Oxygen pseudo-atom from ld1.x 7.5 (PBE, scalar-relativistic), with a semilocal Troullier-Martins potential made for 2s2 2p4 with radii of 0.62 bohr for s (the local channel) and 1.48 bohr for p. Levels are computed in the fixed reference potential with spherical Bessel functions in a 20 bohr box and given relative to their values at 400 Ry.

```tsv
cutoff (Ry)	sum of levels error (mRy)	lowest p level excess (mRy)	lowest s level excess (mRy)
10	2677	580.4	177.7
15	2156	451.2	175.5
21	1559	313.7	152.0
30	724.7	127.8	106.8
40	277.3	41.01	56.63
50	96.98	8.20	32.09
60	52.54	1.45	23.37
80	42.12	0.31	20.44
100	39.36	0.13	19.42
140	20.00	0.01	9.98
200	3.74	0	1.87
300	2.24	0	1.12
```

The table follows the two valence levels of an oxygen pseudo-atom as its basis grows. The **cutoff** $E_c$ is the largest kinetic energy of a basis function. Each **level excess** tells how far a level lies above its value at 400 Ry, and the **sum of levels error** adds these excesses with four electrons in 2p and two in 2s. No excess rises along the table, as must be so in a fixed potential: a larger basis contains the smaller one, so the lowest level of each kind can only fall or stay.

The two levels fall in different ways. The p excess starts at 580 mRy and drops to 1.45 mRy by 60 Ry. The s excess starts much lower, at 178 mRy, but comes down like a staircase. It hardly moves between 10 and 15 Ry, is almost flat again between 80 and 100 Ry, then halves by 140 Ry. The p electrons make up most of the summed error up to 40 Ry and the s electrons from 50 Ry on. Two things need explaining: the steps, and why 2s decides the final cutoff although 2p is by nature the harder wave of oxygen.

**Where the steps come from**

Write the converged pseudo-wave as a sum of spherical Bessel functions of wave number $q$ with amplitudes $c(q)$. In Rydberg units the kinetic energy of such a function is $q^2$, so the basis ends at $q_c=\sqrt{E_c}$. Cutting off the part above $q_c$ raises the level $\varepsilon$ by about

$$\Delta(q_c)\approx\sum_{q>q_c}c(q)^2\,(q^2-\varepsilon).$$

This follows because the full wave solves the Schrödinger equation exactly. The energy error of the truncated wave is then second order in the missing part, and at large $q$ the kinetic energy dominates that part. The formula leaves out the potential energy of the missing part and the readjustment of the remaining amplitudes. In the model atom described below it stays within 10 % of the 2s excess in every row, but it overshoots for 2p at low cutoffs: 1860 against 622 mRy at 10 Ry, and still 180 against 132 mRy at 30 Ry.

An excess is thus a sum over all that still lies above the cutoff, and its slope shows only what lies at the cutoff. Where $c(q)$ passes through zero, extra basis functions bring almost nothing and the curve goes flat, however much is still to come at higher $q$. A plateau marks a gap in the wave's spectrum and is no sign of convergence.

Such gaps arise from the way the wave is made. Outside the radius $r_c$ it is the all-electron wave; inside, it is a smooth function joined to it with continuous derivatives up to the fourth. The next derivative jumps at $r_c$. At large $q$ this weak seam gives an amplitude that oscillates roughly as $\sin(qr_c+\text{phase})$ under an envelope $q^{-6}$. Its zeros are a distance $\pi/r_c$ apart. Squaring the envelope, multiplying by $q^2$ and summing gives an excess that falls on average as $q_c^{-9}$, or $E_c^{-4.5}$, with steps cut into it.

The s radius gives an estimate that can be held against the table. With $r_c=0.62$ bohr the spacing is $3.14/0.62\approx5.07$ bohr$^{-1}$. The plateau between 80 and 100 Ry runs from $q=8.94$ to $10.00$ bohr$^{-1}$, with its middle at 9.47. The next should lie near $9.47+5.07=14.54$ bohr$^{-1}$, which is $14.54^2\approx211$ Ry. The table does slow down there: the s excess loses 8.11 mRy between 140 and 200 Ry but only 0.75 mRy between 200 and 300 Ry. A step downwards gives $9.47-5.07=4.40$ bohr$^{-1}$, or about 19 Ry, whereas the first plateau lies at 10 to 15 Ry. The rows are too coarse to place the zeros well. The model atom described below puts them at 12, 77, 242, 484 and 764 Ry, with spacings in $q$ of 5.3, 6.8, 6.4 and 5.6 bohr$^{-1}$. All are wider than $\pi/r_c$, and the zero estimated near 211 Ry lies at 242 Ry in the model. Over the range of the table the amplitude still reflects the whole shape of the wave and not just its seam, so $\pi/r_c$ gives only the rough size of the steps.

For p the radius is 1.48 bohr and the asymptotic spacing only about 2.1 bohr$^{-1}$. By the time this regular pattern sets in, above 200 Ry in the model, the p excess is too small for the table to show it. Only the first zero of the p amplitude, at 73 Ry in the model, leaves a faint shoulder: the p excess falls by a factor of 4.7 from 60 to 80 Ry but only 2.4 from 80 to 100 Ry. A large radius therefore gives narrow steps that are soon lost, while a small one gives wide steps that reach to high cutoffs.

**Why 2s is the last to converge**

Oxygen has no p electrons in its core, so no inner wave of the same symmetry keeps 2p away from the nucleus. The wave is compact and has no radial node to remove. It must also start from zero at the nucleus, and norm conservation keeps its charge inside $r_c$. Smoothing can therefore do only so much, even with a generous radius. That is why 2p waves are hard, and it carries over to 3d and 4f, each the first wave of its angular momentum.

The 2s wave has a node near the core that the pseudo-wave may leave out, so it could be made much softer. Here the small radius prevents this. In the model atom described below, the all-electron 2s wave peaks at 0.88 bohr, outside the s radius. The join thus sits on the inner flank of the wave, and the pseudo-wave must follow this flank before it may turn smooth. The p radius, in contrast, lies well outside the 2p peak at 0.82 bohr.

The model separates wave character from radius, which the table alone can't do. The cutoffs at which one level comes within 10 mRy of its 400 Ry value are:

| radius | 2s | 2p |
|---|---|---|
| 0.62 bohr | 139 Ry | 160 Ry |
| 1.48 bohr | 12 Ry | 49 Ry |

By this measure 2p is the harder wave at either radius. The potential of the table combines the small radius for s with the large one for p, and that reverses the order. The radius alone isn't enough either: if only the product $q_cr_c$ counted, 2p would reach 10 mRy near 25 Ry, where the table still has it above 100 mRy.

**How far the model carries**

The model is a non-relativistic atom with a simple screened potential. Its two parameters were fitted to the 2s and 2p levels at 400 Ry, which it meets to about 8 mRy; no row of the curve entered the fit. Pseudo-waves were then built by the same recipe at the same radii and expanded in the same kind of basis. The printed output after this text compares them with the table row by row. The s excess comes out within about 5 % of the table in every row, and the p excess within about 10 % up to 100 Ry, beyond which too few digits are left.

Recipe and basis are shared with the original calculation, so this is no independent test of either. It does show that the shape of the waves is enough to produce the curve. The close agreement in size depends partly on the form chosen for the model potential. Far from the nucleus it was taken to die off quickly, as suits a neutral atom in a semilocal functional. If the attraction of one unit charge is left there instead and the two parameters are refitted, the levels are met only to 22.9 and 27.0 mRy and the excesses fall short by up to about 40 %, but the zeros of the s amplitude shift only from 77 to 86 Ry and from 242 to 247 Ry. The positions of the steps are thus firmer than their heights.

A single power law, by comparison, misses some s rows by a factor of about two and the p row at 10 Ry by more than four. Its fitted exponents are $-1.55$ for s and $-3.95$ for p. Neither shows the asymptotic $E_c^{-4.5}$: the s curve is still far from it, and the p value comes near it only by chance, since the fitted p rows end well before the regular pattern sets in. The steps aren't an effect of the finite box either, whose wave numbers lie only about $3.14/20\approx0.16$ bohr$^{-1}$ apart.

The last row needs the same caution as the plateaus. At 300 Ry the s level still has 1.12 mRy to fall before 400 Ry, more than it lost between 200 and 300 Ry. A new step has begun, and the zero of the table is itself not fully converged. The model puts what remains beyond 400 Ry at a few tenths of a mRy for the s level.

**Choosing a cutoff**

For a neighbouring case, look first for the channel with the smallest radius, then ask whether its wave is compact by nature. A larger s radius would make this potential softer until 2p sets the limit, though its accuracy would have to be tested anew. In a solid, energy differences may converge sooner than these levels, because part of the error cancels. All these cutoffs concern the waves, not the density, and the two radii of this potential are an arbitrary pair, not a tuned one.

The steps also show how a convergence test can mislead. Going from 80 to 100 Ry changes the summed error by only $42.12-39.36=2.76$ mRy, while about 39 mRy are still to come. A safer test raises $\sqrt{E_c}$ by at least $\pi/r_c$, with the smallest radius of the potential. From 80 Ry this means $8.94+5.07=14.01$ bohr$^{-1}$, or about 196 Ry, and the row at 200 Ry does reveal the missing energy.

Printed output of the fit:

```
weights p,s 4.000 2.000; max|sum-4p-2s| 0.20 mRy (rounding up to 0.8; small entries 0.005)
Ec/Ry q/bohr^-1 4p 2s /mRy, s share %, drop to next row s,p mRy; -d/dq s,p mRy bohr
  10  3.16 2321.60 355.40  13.3    2.20  129.20   3.10 181.79
  15  3.87 1804.80 351.00  16.3   23.50  137.50  33.12 193.77
  21  4.58 1254.80 304.00  19.5   45.20  185.90  50.52 207.79
  30  5.48  511.20 213.60  29.5   50.17   86.79  59.21 102.43
  40  6.32  164.04 113.26  40.8   24.54   32.81  32.87  43.95
  50  7.07   32.80  64.18  66.2    8.72    6.75  12.92  10.00
  60  7.75    5.80  46.74  89.0    2.93    1.14   2.45   0.95
  80  8.94    1.24  40.88  97.1    1.02    0.18   0.97   0.17
 100 10.00    0.52  38.84  98.7    9.44    0.12   5.15   0.07
 140 11.83    0.04  19.96  99.8    8.11    0.01   3.51   0.00
 200 14.14    0.00   3.74 100.0    0.75    0.00   0.24  -0.00
 300 17.32    0.00   2.24 100.0 
s plateau mid q [ 3.52  9.47 15.73] spacing [5.95 6.26] pi/rc s,p 5.07 2.12
s power law E^-1.55 (TM asymptote -4.5), fit/table 0.56..2.16; 10 mRy at 140 Ry, q*rc 7.3
p power law E^-3.95 (TM asymptote -4.5), fit/table 0.28..4.65; 10 mRy at 49 Ry, q*rc 10.3
model eta=0 H 3.078 d 1.403 bohr, level misfit s,p 8.0 -8.2 mRy
 l=0 rc=0.62 AE peak 0.88 bohr, norm err -4e-15, 10 mRy at 139 Ry, 400->900 Ry 0.29 mRy, zeros/Ry [ 12.  77. 242. 484. 764.]
 l=1 rc=1.48 AE peak 0.82 bohr, norm err -1e-13, 10 mRy at 49 Ry, 400->900 Ry 0.00 mRy, zeros/Ry [ 73. 230. 307. 382. 473.]
 swapped radii (model only):
 l=0 rc=1.48 AE peak 0.88 bohr, norm err 1e-14, 10 mRy at 12 Ry, 400->900 Ry 0.00 mRy, zeros/Ry [ 15.  48.  98. 150. 209.]
 l=1 rc=0.62 AE peak 0.82 bohr, norm err -2e-15, 10 mRy at 160 Ry, 400->900 Ry 0.14 mRy, zeros/Ry [312. 652. 895.]
model eta=1 H 0.969 d 0.455 bohr, level misfit s,p 22.9 -27.0 mRy
 l=0 rc=0.62 AE peak 0.89 bohr, norm err 7e-16, 10 mRy at 121 Ry, 400->900 Ry 0.20 mRy, zeros/Ry [ 13.  86. 247. 491. 773.]
 l=1 rc=1.48 AE peak 0.88 bohr, norm err -4e-14, 10 mRy at 47 Ry, 400->900 Ry 0.00 mRy, zeros/Ry [ 73. 225. 301. 376. 473.]
Ec | s table, eta0, eta1, first-order tail(eta0), eta0/table | p likewise (mRy)
  10 | 177.70 172.33 146.28  180.95 0.97 | 580.40 621.60 350.76 1860.41 1.07
  15 | 175.50 170.18 144.71  177.57 0.97 | 451.20 472.05 287.17 1010.49 1.05
  21 | 152.00 145.68 125.89  156.10 0.96 | 313.70 324.68 211.99  557.20 1.04
  30 | 106.80 101.28  89.72  109.50 0.95 | 127.80 132.34  92.91  179.74 1.04
  40 |  56.63  53.65  47.80   57.19 0.95 |  41.01  42.93  30.69   51.45 1.05
  50 |  32.09  30.96  25.56   32.28 0.96 |   8.20   8.75   6.15    9.58 1.07
  60 |  23.37  23.13  16.65   23.72 0.99 |   1.45   1.57   1.07    1.64 1.09
  80 |  20.44  20.67  12.60   21.00 1.01 |   0.31   0.32   0.23    0.36 1.03
 100 |  19.42  19.51  12.28   19.87 1.00 |   0.13   0.14   0.10    0.15 1.09
 140 |   9.98   9.89   7.01   10.09 0.99 |   0.01   0.01   0.01    0.01 floor
 200 |   1.87   1.88   1.30    1.90 1.00 |   0.00   0.00   0.00    0.00 floor
 300 |   1.12   1.13   0.73    1.14 1.01 |   0.00   0.00   0.00    0.00 floor
```
